The energy $E$ in this scan is the electronic energy of indium trihydride, InH$_3$, bent into a pyramid, minus that of the relaxed planar molecule. The scanned angle $x$ lies between each In–H bond and the threefold axis, so $x = 90^\circ$ is the plane and $\delta = 90^\circ - x$ measures the bend. All three bonds were held at $r = 1.74$ Å, and each point is a closed-shell, spin-restricted PBE calculation. The last column is the magnitude of the dipole moment, $\mu$.

PySCF 2.14.0 calculations at the spin-restricted PBE/def2-TZVP level with density fitting, the ECP28 core potential on In and no spin-orbit coupling, for an isolated singlet InH₃ molecule. The umbrella scan is rigid, with all three In–H bonds fixed at 1.74 Å, and energies E are relative to the relaxed planar structure.

| angle of each bond to the threefold axis (°) | E H3In (kJ/mol) | dipole H3In (D) |
| --- | --- | --- |
| 55 | 217.6 | 3.23 |
| 60 | 158.5 | 2.84 |
| 65 | 109.7 | 2.41 |
| 70 | 70.2 | 1.95 |
| 75 | 39.5 | 1.48 |
| 80 | 17.6 | 0.99 |
| 85 | 4.4 | 0.49 |
| 90 | 0.0 | 0.00 |

The angle $x$ is not the H–In–H angle $\alpha$. The two are tied by $\cos\alpha = 1 - \tfrac32\sin^2 x$, which puts $\alpha$ at $108.9^\circ$ for $x = 70^\circ$ and at $90.4^\circ$ for $x = 55^\circ$. The scan thus runs from the plane through a nearly tetrahedral fragment to three almost perpendicular bonds.

## What happens

The energy rises at every step and has no maximum, so the 217.6 kJ/mol at $55^\circ$ is a distortion energy and not a barrier. Near the plane the form of the curve is fixed by symmetry. Bending up and bending down give mirror images, so $E$ is even in $\delta$ and starts as $\delta^2$, while the dipole component along the axis is odd and starts as $\delta$. A quadratic start therefore shows only that the plane is a minimum along this coordinate. What needs explaining is that the curvature is positive and that the parabola lasts: $E/\delta^2$ stays between 0.175 and 0.178 kJ mol$^{-1}$ deg$^{-2}$ in all seven bent rows.

## Why the plane wins

The argument here is standard orbital theory; the scan tests only its consequence for the total energy. The molecule has six valence electrons in three bonding orbitals. The lowest, $a_1'$, combines indium 5s with the in-phase sum of the hydrogen orbitals. The upper pair, $e'$, combines the in-plane 5p orbitals with hydrogen and holds four electrons. The 5p orbital along the axis, $a_2''$, has the hydrogens in its nodal plane and stays empty.

When the hydrogens leave the plane, the $e'$ pair loses overlap, because the in-plane p lobes no longer point at them. The empty axial p orbital gains overlap with the hydrogen sum, and the question is which filled orbital can use it. The umbrella motion has $a_2''$ symmetry and couples the empty $a_2''$ orbital only to a totally symmetric partner. The only filled valence orbital of that symmetry is the deep $a_1'$, far below in energy, so the gain is small. The axial orbital also mixes with the empty antibonding $a_1'$ orbital and drops, but this earns nothing while it holds no electrons. Four electrons lose directly, and two gain weakly across a large gap.

The two ends of the scan put the same point in terms of hybrids. If three orthogonal s–p hybrids point exactly along the bonds, each has the s share $1 - 2/(3\sin^2x)$, and the fourth, empty hybrid receives the rest, $2\cot^2 x$. In the plane this is zero: the low-lying 5s orbital is fully used for bonding and the vacancy sits in the high-lying p orbital. At $55^\circ$ it is 0.98: the bonds would be pure p and the vacancy would sit in 5s, the worst place for it. If the energy were proportional to this share, the limit would be too steep. The share grows about 16-fold from $80^\circ$ to $55^\circ$, as $\tan^2 35^\circ/\tan^2 10^\circ$, while the energy grows by $217.6/17.6 = 12.4$. The likely reading is that the orbitals lag behind the nuclei and keep the 5s orbital occupied at the price of bent bonds. The total energies alone do not test this; the s share of the empty orbital at strong bending does.

The electron count carries the argument to neighbouring cases. Other six-electron trihydrides of the boron group have the same empty axial orbital and should show a single well at the plane. With eight electrons, as in ammonia, the axial orbital is filled. It is then the highest occupied level, it mixes with the empty antibonding $a_1'$ orbital across a smaller gap, and it drops on bending. The curvature at the plane changes sign and the plane becomes the top of an inversion barrier. Seven electrons receive part of that gain, which points to a soft or shallow potential.

## Why the parabola lasts

Two limiting pictures bracket the curve. In the first, only overlap matters. The overlap of an in-plane p orbital with the hydrogens scales as $\sin x$, and for weak mixing the stabilisation scales as its square, so the $e'$ loss goes as $1-\sin^2x = \cos^2x$. The coupling of the axial orbital scales as $\cos x$, so the second-order gain of $a_1'$ goes as $\cos^2 x$ as well. The net term is

$$E_A = A\cos^2x = A\left(\delta^2 - \tfrac13\delta^4 + \dots\right),$$

with $\delta$ in radians. It saturates, since overlap can be lost only once, and it falls below a parabola.

In the second picture, only repulsion between the three ends matters. The H···H distance is $\sqrt3\,r\sin x$, and a repulsion inverse in that distance rises by

$$E_B = B\left(\frac{1}{\sin x}-1\right) = B\left(\tfrac12\delta^2 + \tfrac5{24}\delta^4+\dots\right).$$

This diverges as the hydrogens close on the axis, and it climbs above a parabola. A shorter-ranged repulsion would be steeper still.

Each form can be scaled to the row at $80^\circ$, 17.6 kJ/mol, and asked for the row at $55^\circ$, which takes no part in the scaling. The parabola gives $17.6\times(35/10)^2 = 215.6$ kJ/mol. The overlap form gives $17.6\times\cos^2 55^\circ/\cos^2 80^\circ = 17.6\times 10.91 = 192.0$ kJ/mol. The repulsion form gives $17.6\times 0.2208/0.01543 = 251.9$ kJ/mol. Relative to the computed 217.6 kJ/mol, the parabola is 0.9 % low, the overlap form 12 % low and the repulsion form 16 % high. The rounding of 17.6 is worth 0.3 % of each, so the two misses are real.

If both effects act together, the fourth-order terms in their sum have opposite signs. Least-squares fits to the seven bent rows leave an rms error of about 4 kJ/mol for either form alone, 0.59 kJ/mol for the bare parabola and 0.10 kJ/mol for the two-parameter sum; the residuals are in the output that follows this note. The numbers show that a softening and a stiffening term can cancel to a near-parabola. They do not show that these two are the terms at work, for many a soft function paired with a stiff one would serve. The constants $A$ and $B$ trade against each other and carry no meaning as energies.

One literal reading looks unlikely. The charge implied by the dipole, treated below, is about 0.2 $e$ per hydrogen. Coulomb repulsion between such point charges, as H···H shrinks from 3.01 to 2.47 Å, rises by about 16 kJ/mol, some 7 % of the cost at $55^\circ$, and it scales as the square of a charge that is only an effective one. The estimate is crude, but it suggests that electrostatic repulsion between the hydrogens is a minor part of the bending energy. It does not show what stiffens the curve, because the departures from the parabola are themselves only a few kJ/mol. Pauli repulsion between the bond pairs is another candidate, and it cannot be cleanly separated from loss of bonding.

## The small irregularities

The ratio $E/\delta^2$ is not flat. With the unrounded total energies of the same calculation it is 0.1760 at $85^\circ$ and $80^\circ$, dips to 0.1754 at $70^\circ$ and climbs to 0.1776 at $55^\circ$. The dip runs smoothly over several rows and amounts at $70^\circ$ to $0.0006\times 20^2 \approx 0.2$ kJ/mol. An even series through sixth order describes it by a negative quartic and a positive sextic term, $-5.6$ and $+7.2$ kJ/mol at $55^\circ$. These two compensate each other in the fit, so their signs deserve more trust than their sizes. Softening first and stiffening later is the order that saturation followed by repulsion would give.

The two-term sum captures the late rise but hardly the dip. Its quartic coefficient is $-321.6/3 + 5\times 506/24 \approx -2$ kJ mol$^{-1}$ rad$^{-4}$ against $-40$ in the series, and its worst miss, 0.18 kJ/mol at $60^\circ$, exceeds the 0.05 kJ/mol to which the table is rounded.

The frozen bonds bite at exactly this order. The symmetric stretch cannot couple to $\delta$ linearly, only to $\delta^2$. A coupling $g\,\Delta r\,\delta^2$ against a stretching stiffness $k_r$ relaxes to $-g^2\delta^4/2k_r$. The curvature at the plane is therefore untouched by the constraint, every bent energy is an upper limit to the path with relaxed bonds, and the quartic term would turn more negative on relaxation. The scan does not give the size of this relaxation. The departures from the parabola are only a few kJ/mol, so a small lengthening of the bonds could deepen the dip and remove the late rise while leaving the curve close to a parabola. The irregularities belong to the rigid path and may be partly artefacts of it.

The scan converged and its record holds no warnings. A general caution supplied with the data, which comes from tests on other systems and not from these runs, is that the orbital occupation may change along a scan of this kind. A switch of occupation normally leaves a kink in the energy and a jump in the dipole, and neither appears: the unrounded ratios vary smoothly by 1.3 % of their mean for the energy and 1.2 % for the dipole. This speaks for one state throughout. It does not show that this state is the lowest at strong bending, because zero spin contamination is imposed by the restricted orbitals.

## The dipole

Three equal bond dipoles $m$ cancel in the plane and add along the axis on bending, $\mu = 3m\cos x$. Fitted to the seven bent rows, this gives $3m = 5.67$ D, or about 1.9 D per bond, with an rms error of 0.012 D. The cosine is more than the linear start that symmetry demands: $\mu/\delta$ falls from 0.099 D per degree at $80^\circ$ to 0.092 at $55^\circ$, as the cosine requires. Geometry alone can account for the growth, and no new lone pair is needed. Read as point charges, $1.89\ \text{D}/(1.74\ \text{Å}\times 4.8\ \text{D}\,e^{-1}\text{Å}^{-1}) = 0.23\ e$. Hydrogen is the more electronegative partner, so indium is argued to be the positive end.

The constant $m$ is an effective one. The mixing of the axial p orbital into $a_1'$ also produces a dipole proportional to $\cos x$ at lowest order, and the fit cannot tell it from tilted bond charges. The charge of 0.23 $e$ is therefore no atomic population.

The low ratio $\mu/\cos x = 5.62$ D at $85^\circ$ is mostly rounding: its uncertainty is 0.06 D and the unrounded value is 5.68 D. A small smooth rise remains, from 5.681 D at $85^\circ$ to 5.704 D at $70^\circ$, and its cause is not shown here. The printed dipoles differ from the unrounded ones by up to 0.005 D, which a small $\cos x$ magnifies. The low value at $55^\circ$, 5.63 D against 5.70 D at $70^\circ$, is real within the calculation. It means a redistribution of charge worth about 1 % of the dipole, perhaps from the crowding of the hydrogens, though that cause is a guess.

## What to do about it

For interpolation on the rigid path, $E = 0.1768\,\delta^2$ kJ/mol with $\delta$ in degrees reproduces each bent row within 1 % of its energy and within 1.1 kJ/mol. It should not be carried below $55^\circ$, where the ratio is already rising.

A force field with harmonic springs centred on $\alpha = 120^\circ$ fails for this motion. Near the plane $\alpha$ changes only as $\sqrt3\,\delta^2$ in radians, so such springs start as $\delta^4$, whereas the logarithmic slope of $E$ against $\delta$ over the bent rows is 2.00. An explicit out-of-plane term is needed, or an angle term with non-zero slope at $120^\circ$.

The curvature gives the umbrella vibration directly, since it is the only $a_2''$ mode and the rigid-bond constraint does not affect it. With the height of indium above the H$_3$ plane $z\approx r\delta$ and the quadratic coefficient $c_2 = 578.7$ kJ mol$^{-1}$ rad$^{-2}$ of the series, the force constant is $K = 2c_2/(N_A r^2) = 63$ N/m. The reduced mass is close to three hydrogen masses, about 2.9 u, and the harmonic wavenumber is near 605 cm$^{-1}$. The zero-point spread of about $3^\circ$ lies well inside the parabolic region.

When InH$_3$ binds a donor through its empty orbital it bends towards a pyramid. The row at $70^\circ$, close to tetrahedral angles, prices such a bend of the free molecule at no more than 70.2 kJ/mol at this level; the bonds in an adduct may also be stretched, which this limit does not cover. Half that bend costs a quarter as much, 17.6 kJ/mol at $80^\circ$. These are electronic energies from one functional, without spin-orbit coupling or zero-point motion, and are best quoted to two figures as properties of the molecule. Work at strong bending should relax the bonds, check the stability of the restricted solution and break the threefold symmetry, because a symmetric scan cannot reach another isomer or the loss of H$_2$ to leave InH.

Printed output of the fit:

```
floors: E 0.05 kJ/mol, dipole 0.005 D; unrounded E about 0.003 kJ/mol
table vs unrounded: max |dE| 0.04 kJ/mol, max |dD| 0.0051 D
x  HInH/deg  HH/A  2cot^2x  E/d^2 (+-floor)  unrounded E/d^2 [kJ/mol/deg^2]
55   90.4  2.47  0.98  0.1776 (0.0000)  0.1776
60   97.2  2.61  0.67  0.1761 (0.0001)  0.1761
65  103.4  2.73  0.43  0.1755 (0.0001)  0.1755
70  108.9  2.83  0.26  0.1755 (0.0001)  0.1754
75  113.5  2.91  0.14  0.1756 (0.0002)  0.1757
80  117.1  2.97  0.06  0.1760 (0.0005)  0.1760
85  119.2  3.00  0.02  0.1760 (0.0020)  0.1760
90  120.0  3.01  0.00  reference row
unrounded E/d^2: min at x=70, spread 1.3 % of mean
log-log slope E vs delta: 2.002 (harmonic 2; spring in H-In-H angle starts at 4)
fits to table E; residual model-table in kJ/mol for x = 55 60 65 70 75 80 85
k d^2: par [0.1768]; rms 0.59; worst x=55
   res -1.06 +0.59 +0.78 +0.51 +0.27 +0.08 +0.02
A cos^2: par [641.3]; rms 3.95; worst x=55
   res -6.61 +1.83 +4.84 +4.82 +3.46 +1.74 +0.47
B(1/sin-1): par [1012.5]; rms 3.96; worst x=55
   res +5.93 -1.87 -5.03 -5.22 -3.78 -1.98 -0.53
A+B sum: par [321.6 506. ]; rms 0.10; worst x=60
   res -0.09 +0.18 +0.05 -0.11 -0.11 -0.10 -0.02
k d^2 scaled at x=80 predicts x=55: 215.6 vs 217.6 kJ/mol (-0.9 %)
A cos^2 scaled at x=80 predicts x=55: 192.0 vs 217.6 kJ/mol (-11.8 %)
B(1/sin-1) scaled at x=80 predicts x=55: 251.9 vs 217.6 kJ/mol (+15.8 %)
unrounded even series: c2 578.7, c4 -40.0, c6 138.6 kJ/mol/rad^n
c2 = 0.1763 kJ/mol/deg^2; at x=55 quartic -5.6, sextic +7.2 kJ/mol
harmonic umbrella: K 63 N/m, 605 cm-1, zero-point rms angle 3.2 deg
dipole = P cos x: P 5.67 D, per bond 1.89 D, rms 0.012 D, worst x=55
   res/D     +0.024 -0.003 -0.012 -0.010 -0.012 -0.005 +0.004
   D/cos x   5.63 5.68 5.70 5.70 5.72 5.70 5.62
   floor     0.01 0.01 0.01 0.01 0.02 0.03 0.06
   unrounded 5.634 5.677 5.699 5.704 5.699 5.689 5.681
   unrounded spread 1.2 % of mean
crude point charge |q| 0.23 e; H-H Coulomb rise at x=55 16 kJ/mol = 7 % of E (order only)
```
